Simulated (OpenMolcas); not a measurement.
# A ladder of methods for SiH2O2 (SMILES O[Si]O)

SiH2O2 has 5 atoms, charge 0, and is taken as a singlet. As SMILES, `O[Si]O`. Geometry: relaxed at PBE0-D4/def2-TZVP. This is one conformer, not always the lowest.

Quantity: the HOMO–LUMO gap, in eV. The values are calculated.

```csv
level,kind,program,value (eV)
HF/aug-cc-pVDZ,Hartree–Fock,OpenMolcas,10.75
BLYP/aug-cc-pVDZ,GGA,OpenMolcas,4.02
M06-L/aug-cc-pVDZ,meta-GGA,OpenMolcas,4.40
r2SCAN/aug-cc-pVDZ,meta-GGA,OpenMolcas,4.33
B3LYP/aug-cc-pVDZ,global hybrid,OpenMolcas,5.56
BHLYP/aug-cc-pVDZ,global hybrid,OpenMolcas,7.80
M06-2X/aug-cc-pVDZ,hybrid meta-GGA,OpenMolcas,7.75
B2PLYP/aug-cc-pVDZ,double hybrid,OpenMolcas,7.97
```

The values span 4.02 to 10.75 eV. Orbital gaps aren't excitation energies, and those of double hybrids come from the SCF part alone; they tend to grow with the share of exact exchange.

Dihydroxysilylene keeps a sizeable frontier gap at every level, from 4.02 eV with BLYP to 10.75 eV with Hartree–Fock. In a singlet silylene of this kind the HOMO is essentially the in-plane silicon lone pair, rich in 3s character, and the LUMO is the formally empty silicon 3p orbital. The electronegative oxygens stabilise the lone pair inductively, while π donation from their own lone pairs pushes the 3p-based level up, so both effects widen the gap.

The three semilocal functionals lie close together, and the hybrids fall between them and Hartree–Fock, probably because nonlocal exchange lowers the filled lone pair without stabilising the empty orbital in the same way. The ordering is not strictly by exchange fraction: M06-2X contains slightly more exact exchange than BHLYP, yet gives 7.75 against 7.80 eV. The wide gap fits the familiar picture of a π-stabilised closed-shell silylene, but the singlet–triplet separation would require a calculation on the triplet as well.
